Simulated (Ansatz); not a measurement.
# Isomers of C3H9InO

2 of its isomers, all singlets with charge 0: A = `CC[O][InH][CH3]`; B = `C[O][In]([CH3])[CH3]`.

Shapes, held fixed at every level: PBE0-D4/def2-TZVP. Flexible molecules stand in one conformer, not always the lowest. Programs: Ansatz 0.2.0.

A:

```xyz
14

C     0.4379    1.5871   -1.0463
C    -0.6983    0.5969   -1.2145
O    -1.4836    0.4880   -0.0633
In   -0.9643   -0.6385    1.5058
C     0.8256   -1.7719    1.1952
H     0.0480    2.5625   -0.7466
H     0.9997    1.7079   -1.9772
H     1.1372    1.2484   -0.2741
H    -1.3463    0.9293   -2.0376
H    -0.2821   -0.3755   -1.5279
H    -2.1076   -0.4478    2.7599
H     1.0224   -1.8668    0.1270
H     0.7436   -2.7641    1.6395
H     1.6678   -1.2555    1.6601
```

B:

```xyz
14

C    -1.7332    0.9390    1.3640
O    -0.6947    0.0101    1.3669
In    0.5029   -0.3619   -0.1972
C    -0.0061    0.8442   -1.8949
C     1.9092   -1.8642    0.3702
H    -1.5742    1.7039    2.1372
H    -1.8544    1.4705    0.4061
H    -2.6932    0.4508    1.5836
H     0.6340    0.6223   -2.7482
H    -1.0460    0.6624   -2.1714
H     0.0982    1.8992   -1.6355
H     1.7004   -2.1611    1.3975
H     1.8286   -2.7345   -0.2826
H     2.9284   -1.4806    0.3043
```

Electronic energies in kJ/mol, without zero-point or thermal terms.

```json
{"level": "r2SCAN-D4/def2-TZVPP", "kind": "meta-GGA", "B − A": "-11.3"}
{"level": "B3LYP-D4/def2-TZVPP", "kind": "global hybrid", "B − A": "-11.5"}
{"level": "r2SCAN0-D4/def2-TZVPP", "kind": "global hybrid", "B − A": "-10.1"}
{"level": "wB97M-V/def2-TZVPP", "kind": "range-separated hybrid", "B − A": "-10.3"}
{"level": "MP2/def2-SVP", "kind": "perturbation theory", "B − A": "-2.3"}
{"level": "CCSD(T)/def2-SVP", "kind": "coupled cluster or CI", "B − A": "+1.1"}
{"level": "MP2/def2-TZVPP", "kind": "perturbation theory", "B − A": "-19.3"}
```

MP2/def2-TZVPP puts B lowest of these. CCSD(T)/def2-SVP (by under 2 kJ/mol) puts A lowest. The B − A difference spans -19.3 to +1.1 kJ/mol over the levels. For atoms past krypton def2 sets carry core potentials with scalar relativity. Outer-core shells of In are correlated, in sets that cover them unevenly.

The balance tips modestly towards the dimethylindium methoxide B over the ethoxy hydride A: all four density functionals agree, with differences between -10.1 and -11.5 kJ/mol. Both isomers contain In(III) bound to one alkoxide oxygen, so the formal change is the exchange of an In–H and a C–C bond for an In–C and a C–H bond. The strong C–H bond gained favours B, while the loss of In–H in exchange for a weaker In–C bond probably offsets much of that gain, which would explain the small net difference.

The reversed sign from CCSD(T) is weak evidence for A. MP2 in the same small basis also gives near-degeneracy, and it moves from -2.3 to -19.3 kJ/mol in the larger one, a far bigger change than that between MP2 and CCSD(T). This suggests that B is the lower of the two structures, but the size of its advantage remains unsettled. The order need not carry over to the bulk compounds, where indium alkoxides commonly associate through bridging oxygen.
